A zinc oxide crystal can be flattened along its hexagonal axis, or drawn out along it, while its width adjusts so that the volume stays the same. In the calculation below the axial ratio, length over width, is given relative to its starting value, and energies are counted from the undisturbed cell. The atoms keep their fractional positions, so they follow the cell without finding their own best places.

Wurtzite ZnO (a = 3.280 Å, c = 5.293 Å, 12.33 Å³ per atom) is deformed along c at fixed volume and fractional coordinates. The calculation uses Ansatz 0.2.0 with plane-wave PAW, scalar-relativistic PBE, no spin polarisation, a 420 eV cutoff, a 12×12×6 k mesh and 0.05 eV Gaussian smearing. Energies are free energies relative to the undisturbed cell; pressure is positive in compression.

```
axial ratio (over its starting value)  energy change (meV/atom)  pressure (GPa)  gap on mesh (eV)
                                  0.8                     302.1           10.88             0.803
                                 0.85                     152.7            5.49             0.756
                                 0.92                      37.8            1.33             0.760
                                 0.96                       8.8            0.30             0.787
                                    1                       0.0            0.01             0.744
                                 1.05                      11.7            0.48             0.666
                                  1.1                      43.3            1.66             0.566
                                  1.2                     149.4            5.49             0.305
                                  1.3                     293.6           10.45             0.000
```

*Which bonds give way?* Each atom has four neighbours, one along the axis and three on slanted bonds, all about 2.0 Å away at the start. Flattening to a ratio of 0.8 shortens the axial bond to 1.73 Å and lengthens the three slanted ones. Drawing out does the reverse: the axial bond grows and the slanted ones shrink. One bond is therefore squeezed hard in the first case, and three are squeezed mildly in the second.

*Is it dearer to flatten to 0.8 or to draw out to 1.2?* Flattening costs 302 meV per atom, about twice the 149 meV of drawing out. Part of this is only the way the ratio is counted. The mirror image of 0.8 is $1/0.8 = 1.25$, not 1.2, so the flattened crystal has been taken further.

For a very small deformation the energy must grow as the square of the strain, and the fair measure of strain here is the logarithm of the axial ratio. On that measure the longer way accounts for a factor of 1.5. The remaining factor of 1.35 is a difference in stiffness, for atoms held at their frozen positions. The likely cause lies in the axial bond, which changes most in both cases: it is 0.28 Å shorter at 0.8 and 0.26 Å longer at 1.2. Repulsion between neighbouring atoms climbs steeply at short distance, so shortening a bond costs more than lengthening it by a similar amount.

*Why does the pressure rise whichever way the crystal is deformed?* The pressure is an average over directions. At 0.8 the crystal pushes outward along the axis with 49 GPa and pulls inward across it with 8 GPa, and the push wins. The sign of the average follows from asking how the energy would change if the crystal kept its new shape but grew a little.

Let $\Delta E$ be the energy change, $V$ the volume per atom and $P$ the pressure. The undisturbed cell has almost no pressure, so at fixed shape $P = -\partial \Delta E/\partial V$. If the cost of deformation falls with volume as $V^{-g}$, this gives

$$P = g\,\frac{\Delta E}{V}.$$

A cost that didn't depend on volume would leave the pressure at zero. Point charges alone, whose energy goes as one over length, would give $g = 1/3$.

One value of $g$, fitted to the pressures of all nine rows, comes out at 2.8. Near this volume the cost thus falls roughly as one over the eighth power of length, far more steeply than charges alone allow, so more than the attraction and repulsion of point charges is at work. With the atoms held at their fractional positions, a crystal one per cent larger in volume would be about three per cent cheaper to deform. This falling cost and the positive pressure are one fact seen from two sides. A likely reason for both is that the short-range forces resisting the deformation weaken quickly as atoms move apart, whether the crystal is flattened or drawn out. For atoms free to move, the figure could be quite different.

The row at 1.2, which was part of the fit and has its largest miss, shows how the estimate works. An energy of 0.149 eV in 12.33 Å$^3$ is 0.0121 eV/Å$^3$, or 1.94 GPa. Multiplied by 2.8 this gives 5.4 GPa, against 5.5 GPa computed. In relative terms the rule is poorer close to the start, where $g$ taken row by row runs from 2.6 to 3.2. A preferred shape that itself shifts with volume would have such an effect, since it adds a term that matters most at small strain.

*Would springs along the four bonds explain all this?* Judged by the energies alone, yes. A spring that stiffens when shortened and softens when lengthened, with two constants fitted to the nine energies, follows them to about 1 meV per atom. The same springs then predict a pressure of only 2.8 GPa at 0.8, where the calculation has 10.9 GPa. In every deformed row they give less than half the computed pressure.

The forces on the atoms expose the same weakness. At 1.3 the springs would pull the atoms along the axis with 3.1 eV/Å, but the calculation finds 0.7 eV/Å. Shortening the long axial bond would bend the other three further from their tetrahedral angles, and a real crystal resists that. Bond angles and more distant neighbours are thus the probable missing parts, though the table cannot separate them. The printed analysis after this text lists what both models give in each row, to be compared with the energies and pressures in the table above.

*Which digits can be trusted?* The energies can be tested against the stresses, because the work done by the stresses along the path must equal the energy stored. Adding up that work gives 304 meV per atom at 0.8 and 292 at 1.3, within one per cent of the tabulated energies. The run therefore agrees with itself to about that level, and part of the difference probably comes from the coarse steps of the sum. The test thus supports the first two figures of these large energies, but cannot vouch for the later ones. How close this density functional comes to a real crystal is a separate matter that such a test cannot settle. The row at 1.3 needs extra caution: the k mesh was chosen for an insulator, but the gap has closed there, so its digits are the least certain.

*Does zinc oxide become a metal at 1.3?* In this calculation the gap reaches zero there, and the approach is orderly: from the start onward the gap falls faster in every step, counted per unit of axial ratio. The functional, however, starts from a gap of 0.74 eV, while the measured one is roughly 3.4 eV. With so much of the gap missing from the outset, its closure is no evidence of a real metal. The safer reading is the direction: with the fractional positions frozen, drawing the crystal out at fixed volume narrows the gap.

A possible reason is that oxygen levels lying across the axis are pushed up as the crystal narrows, but the character of the bands was not recorded. On the flattened side the gap wanders within 0.06 eV without a clear trend. The k mesh may miss the true band edges, so these small ups and downs are best left without a cause.

*What would change if the atoms were free to move?* Every deformed energy would fall, since the atoms feel a force in each of those rows and could move to better places. The flattened side probably has more to gain: the force on each atom is 3.9 eV/Å at 0.8 but only 0.6 eV/Å at 1.2. Some of the extra cost of flattening may therefore belong to the frozen positions and not to zinc oxide itself.

This leaves open whether the starting shape is the only stable one. The table has a single minimum, but the symmetry of wurtzite doesn't require it to be the only one. In a flattened cell the squeezed axial pairs push apart, which moves the atoms towards flat layers, an arrangement that frozen positions can never reach. To look for a second minimum there, one could repeat the flattened rows with the atoms released, and go on below 0.8 in case it lies beyond the table.

Numerical output:

```
energy at 0.8 over energy at 1.2: 2.022
part of that ratio from the larger logarithmic strain: 1.498
part of that ratio from true stiffening: 1.35
energy at 0.8 from integrated stresses, meV/atom: 304.4
energy at 1.3 from integrated stresses, meV/atom: 291.8
fit of pressure on 9 rows: coefficient of edens 2.766 +/- 0.012; rms 0.0674, worst 1.2 -0.121, leave-one-out rms 0.0829
smallest P V / energy change, rows off the start: 2.624
largest P V / energy change, rows off the start: 3.157
fit of energy_change on 9 rows: coefficient of (exp(s*(da0 - da)) - 1)**2 + 3*(exp(s*(db0 - db)) - 1)**2 1875 +/- 5.3, s 1.075; rms 1.19, worst 1.2 2.18, leave-one-out rms 3.35
bonds in Å, pressures in GPa, energies in meV/atom, forces in eV/Å:
   row  axial bond  slanted bond  P from energy  E bonds only  P bonds only  force computed  force bonds only
   0.8       1.729         2.113          10.86         301.2         2.814           3.858             4.417
  0.85         1.8          2.08          5.487         154.3         1.393           2.241             3.004
  0.92       1.898         2.039          1.358         38.69        0.2909           0.843             1.411
  0.96       1.952         2.018         0.3162         9.015       0.03542           0.347            0.6587
   1.0       2.006         1.999              0             0             0               0                 0
  1.05       2.073         1.977         0.4205         12.08        0.2108           0.286            0.7142
   1.1       2.138         1.957          1.556         44.49        0.6489           0.461             1.328
   1.2       2.266         1.923          5.369         151.6         2.008           0.623             2.322
   1.3        2.39         1.895          10.55         292.2         3.752           0.684             3.086
gap lost from 1 to 1.1, eV: 0.178
gap lost from 1.1 to 1.2, eV: 0.261
gap at 1.3 if the last slope in log ratio went on, eV: 0.0649
spread of the gap over ratios up to 1, eV: 0.059
```
